**Why is 4p of Ti³⁺ less polarisable than 4s, and why is its tensor part positive?**

These are static dipole polarisabilities of the single valence electron of Ti³⁺ in several states, from a Brueckner-orbital calculation on top of Dirac-Hartree-Fock.

B-spline many-body code 1: static dipole polarisabilities of Ti³⁺ with one valence electron outside a closed [Ne] 3s² 3p⁶ core, for the lowest state of each symmetry. No-pair Dirac-Coulomb, frozen-core Dirac-Hartree-Fock, then Brueckner orbitals from the second-order and RPA-screened correlation potential; core polarisation in static RPA.

| polarised | scalar (bohr³) | tensor (bohr³) |
| --- | --- | --- |
| 4s1/2 | 19.38 | n/a |
| 4p1/2 | 6.959 | n/a |
| 4p3/2 | 7.343 | 3.562 |
| 3d3/2 | 2.014 | -0.1997 |
| 3d5/2 | 2.011 | -0.2766 |
| 4f5/2 | 31.85 | -7.637 |
| 4f7/2 | 31.72 | -8.747 |

In the same run the binding energy falls from 43.5 eV (3d) through 33.3 (4s) and 27.3 (4p) to 14.0 eV (4f). I took it that a more loosely bound electron is easier to polarise, yet 4p sits far below 4s. It is also the only state with a positive tensor part, and its two $j$ levels differ by 5.5% while the 3d and 4f pairs agree to better than 0.5%. What sets the order and these signs?

**Answer**

All seven rows are one ion in different states. The ground state is 3d$_{3/2}$, and $n$ changes along with $l$, so the list is best read state by state. A field $\mathcal{E}$ along $z$ shifts a sublevel $m$ by $-\tfrac12\alpha(m)\mathcal{E}^2$, with

$$\alpha(m)=\alpha_0+\alpha_2\,\frac{3m^2-j(j+1)}{j(2j-1)},$$

where $\alpha_0$ is the column "scalar" and $\alpha_2$ the column "tensor". For $j=1/2$ the two sublevels shift alike and $\alpha_2$ vanishes by symmetry, which is what n/a stands for. In atomic units second-order perturbation theory gives $\alpha=\sum_k f_k/\Delta_k^2$, with $\Delta_k$ the energy of level $k$ relative to the state and $f_k=2\Delta_k|\langle k|z|v\rangle|^2$ the oscillator strength. Since $f_k$ has the sign of $\Delta_k$, levels below the state subtract. Size enters only through this sum. A power law in the effective quantum number $n^*$, fitted to all seven scalar values with the core part removed, returns 0.15 of the 4s value and 2.2 times the 3d values.

**Two channels**

The dipole connects $l$ to $l+1$ and $l-1$. Call their shares of the valence scalar part $S_+$ and $S_-$. The stretched sublevel $j=m=l+\tfrac12$ is the pure orbital $|l,m_l=l\rangle$, which a field along $z$ cannot couple to $l-1$, because no such orbital has $m_l=l$. Its squared angular factor towards $l+1$ is $1/(2l+3)$, against the average $(l+1)/[3(2l+1)]$ over all $m_l$. With the fine structure of the final levels neglected, this yields for $j=l+\tfrac12$ (the partner $j=l-\tfrac12$ needs a further angular factor in $\alpha_2$, given below)

$$\alpha_0-\alpha_{\rm core}=S_++S_-,\qquad \alpha_2=-S_--c\,S_+,\qquad c=\frac{l(2l-1)}{(l+1)(2l+3)},$$

so the two columns together fix both channels. If one level of $l+1$ at distance $\Delta$ took all the strength, then $S_+=F/\Delta^2$, where $F=(l+1)(2l+3)/[3(2l+1)]$ is the partial Thomas-Reiche-Kuhn sum for that channel. This estimate has no fitted constant. It uses the gaps of the same run, and the sum rule behind it is exact only for a local potential and a bare dipole operator, with transitions to the filled core levels included in the sum.

Here $\alpha_{\rm core}=1.482$ bohr³ is the polarisability of the closed core from the same run. That the totals contain it is an inference from 3d. No f level lies below 3d, so $F/\Delta^2=1.20$ bohr³ is a ceiling on its f channel; treating the whole total as valence would put that channel at 2.43, twice the ceiling. With the core subtracted it drops to 0.35.

**One near level above: 4s**

An s state has only the upward channel, $F=1$, and 4p lies 5.98 eV above on a weighted average. The estimate is 20.7 bohr³ against 17.9 for scalar minus core, a ratio of table to model of 0.86. This is the limit of a two-level system, and it makes 4s large although the electron is bound by 33 eV.

**The same pair seen from above: 4p**

Worked in full for 4p$_{3/2}$, with $c=1/10$: the valence part is $7.343-1.482=5.861$; adding the tensor gives $5.861+3.562=9.423=(1-c)S_+$, so $S_+=10.47$ and $S_-=5.861-10.47=-4.61$ bohr³. The model has $F=10/9$ and a gap to 4d of 8.455 eV, or $8.455/27.211=0.3107$ hartree, so $F/\Delta^2=1.111/0.3107^2=11.5$ bohr³, and the d channel of the table is 0.91 of that. This channel also contains 3d, 16 eV below, which subtracts roughly 0.3 bohr³ if the p channel of 3d is taken to be all 4p. The small scalar value is thus what remains of a large d channel after the negative s channel has cancelled more than two fifths of it, and does not indicate a compact orbital.

The negative s channel can be checked independently. The matrix element that pushes 4s down pushes 4p up, but only one of the three p orbitals couples, so the average 4p level receives $-1/3$ of the 4s value. Assigning the entire 4s valence part to 4p gives $-5.93$ bohr³ for 4p$_{3/2}$. The remaining $+1.32$ has the sign that theory requires of 5s and the s levels above it.

The positive tensor follows from $\alpha_2=-S_--cS_+$, which is positive only when $S_-$ is more negative than $-cS_+$; here $4.61$ outweighs $1.05$. Physically, the $m=\pm3/2$ sublevels cannot feel 4s and have $\alpha_0+\alpha_2=10.9$ bohr³, while $m=\pm1/2$ are repelled upwards by it and keep $\alpha_0-\alpha_2=3.78$. The channels were solved from the two columns, so this restates the table; the evidence for the cause is the reciprocity estimate.

Cancellation also magnifies the fine structure. Raising 4p$_{3/2}$ by 0.10 eV moves it away from 4s, which weakens the negative term, and towards 4d and 5s, which strengthens the positive ones. All three changes add, and from the gaps alone they come to about 0.23 of the 0.384 bohr³ in the table, some 60%. My guess for the rest is the relativistic contraction of 4p$_{1/2}$, which would alter its radial integrals; these numbers do not test it.

**Hydrogenic limit: 4f**

The centrifugal barrier keeps 4f outside the core, and its quantum defect in the field of charge 4 is only 0.053. For 4f$_{7/2}$ the split gives $S_+=36.8$ and $S_-=-6.6$ bohr³. The d channel is net negative, as expected with 4d about 4.9 eV below, and the large total belongs to the g channel. With $c=5/12$ the g term outweighs the d term in the tensor, $6.6-15.4<0$, so a level below is not enough to make $\alpha_2$ positive.

The stretched sublevel is a circular state, for which the hydrogenic quadratic Stark effect is $n^4(n+1)(4n+5)/(4Q^4)=26.25$ bohr³ at $n=4$ and core charge $Q=4$. The table gives 21.49 for scalar plus tensor minus core, so the hydrogenic value is 22% too high relative to it. The small defect matters because it enters a small gap. If 5g is taken as purely hydrogenic, an assumption, the 4f–5g gap is 5.265 eV in place of 4.898, and scaling by the inverse square at fixed oscillator strength gives 22.7, within 6% of the table.

This limit also shows how good $F/\Delta^2$ can be. For the hydrogenic ion $S_+=26.25/(1-5/12)=45.0$, while $F/\Delta^2=1.714/0.180^2=52.9$, a ratio of 0.85, because part of the strength goes to higher g levels. The ratios of 0.80 to 0.91 for 4f, 4s and 4p$_{3/2}$ are of the size to be expected from such an overshoot, though for 4s and 4p screening by the core may also contribute.

**Compact limit: 3d**

An electron held so tightly that it barely responds leaves the polarisability of the core. The 3d rows are near this case: the core is 74% of the total and the valence part is 0.53 bohr³. Nothing of odd parity among the valence levels is closer than 4p, 16 eV up.

Here the one-level model fails. The f channel is only 0.3 of $F/\Delta^2$, and inverting the formula gives an effective gap $\sqrt{F/S_+}$ of about 54 eV, above the 43.4 eV at which the electron leaves. A plausible reading is a mismatch of size: 3d has collapsed into the core region ($n^*=2.24$) while 4f stays outside, so they overlap poorly and the d→f strength moves into the continuum. Screening of the field by the core electrons that surround 3d should lower $S_+$ as well. Both causes are argued, and the two columns cannot apportion them. An error in the 3d energy is not the cause. The removal energy, 43.460 eV, exceeds the measured ionisation energy quoted with the run, 43.267 eV, by 0.193 eV, which would change $1/\Delta^2$ by about $2\times0.193/29.4$, or 1.3%. Because the 3d channels are obtained by subtracting 1.48 from 2.01, they depend far more than the others on the core part being strictly additive. It is not quite so, since a 3d electron blocks part of the core's own 3p→3d response.

**No spin-orbit limit: the $j$ partners**

If both partners had the same radial functions and gaps, their scalar parts would be equal and the tensor of $j=l-\tfrac12$ would be that of $j=l+\tfrac12$ times $(l-1)(2l+3)/[l(2l+1)]$. This is 0 for p, 0.700 for d and 0.857 for f. The table gives 0.722 and 0.873, higher than the angular values by 3.1% and 1.9%, so the differences between partners are mostly geometry. The departures exceed the rounding and mark where the assumption of identical partners gives way. The scalar differences are left unexplained here: 0.003 bohr³ for 3d is only a few units of the last printed digit, and the 0.13 for 4f is about 0.4% of the total, too small for the simple estimates used above. The row-by-row figures are in the printed analysis below.

For a neighbouring state the working rule is to take $F/\Delta^2$ for the nearest $l+1$ level above as a first estimate, subtract for a near $l-1$ level below, and add the core. The factor of 0.8 to 0.9 found here does not carry over to a state with a well-coupled $l+1$ level below it. For 5s that level is 4p: its strength is negative, so the strengths of the p levels above must sum to more than $F$. With 5p only about 2.3 eV above it in this run, 5s should be much more polarisable than 4s, and 5p should again be cut down by the s level beneath it. The rule should be dropped when the two orbitals differ greatly in size, as 3d and 4f do, since the nearest gap then says little about where the strength lies.

Output of the analysis:

```
core 1.482 bohr^3; 3d3/2 removal 43.460 eV, measured 43.267, excess 0.193 eV (0.45%)
size-only law, (scalar-core) ~ n*^6.20
state  binding eV   n*   scalar-core  core share %  law/table
4s1/2    33.30   2.557    17.898       7.6      0.15
4p1/2    27.39   2.819     5.477      21.3      0.90
4p3/2    27.29   2.824     5.861      20.2      0.85
3d3/2    43.46   2.238     0.532      73.6      2.22
3d5/2    43.41   2.239     0.529      73.7      2.24
4f5/2    13.97   3.947    30.368       4.7      1.31
4f7/2    13.97   3.947    30.238       4.7      1.32
channels, core removed (bohr^3): S+ (l+1), S- (l-1); model F/gap^2
state    S+      S-      F    gap eV  model  S+/model  effective gap eV
4s1/2  17.898   0.000  1.000   5.98  20.716   0.86     6.43
4p3/2  10.470  -4.609  1.111   8.46  11.508   0.91     8.86
3d3/2   0.345   0.187  1.400  29.49   1.192   0.29    54.79
3d5/2   0.353   0.176  1.400  29.44   1.196   0.30    54.17
4f5/2  36.785  -6.417  1.714   5.27  45.784   0.80     5.87
4f7/2  36.842  -6.604  1.714   5.27  45.791   0.80     5.87
rounding uncertainty of S: about 0.01 (4f), 0.005 (4s), 0.001 (4p, 3d) bohr^3
same split if the core were not in the totals:
  4p3/2: S+ 12.117, S- -4.774, S+/model 1.05
  3d3/2: S+ 2.420, S- -0.406, S+/model 2.03
  3d5/2: S+ 2.428, S- -0.417, S+/model 2.03
  4f7/2: S+ 39.382, S- -7.662, S+/model 0.86
tensor 3d3/2/3d5/2: 0.7220 +- 0.0003 rounding, angular 0.7000, off +3.1%
tensor 4f5/2/4f7/2: 0.8731 +- 0.0001 rounding, angular 0.8571, off +1.9%
scalar 4p3/2 - 4p1/2: +0.384 bohr^3 (+5.52%)
scalar 3d5/2 - 3d3/2: -0.003 bohr^3 (-0.15%)
scalar 4f7/2 - 4f5/2: -0.130 bohr^3 (-0.41%)
4s-4p gaps 5.910, 6.013 eV; 4s term by reciprocity: 4p1/2 -6.034, 4p3/2 -5.932 bohr^3
4p3/2 s channel -4.609 = 4s term -5.932 + remainder +1.323 bohr^3
3d term in 4p3/2, rough (-5/3 of S- of 3d5/2): -0.29 bohr^3
4p-4d gaps 8.548, 8.455 eV
4p splitting from gaps alone: 4s 0.103 + d 0.113 + upper s 0.013 = 0.229
  table 0.384 bohr^3, share 60%, unexplained 0.155
4f stretched state, scalar+tensor-core: 21.49; hydrogenic 26.25 (+22%)
  4f-5g gap 5.265 vs hydrogenic 4.898 eV; rescaled 22.72 (+6%)
  4f quantum defect 0.053
```
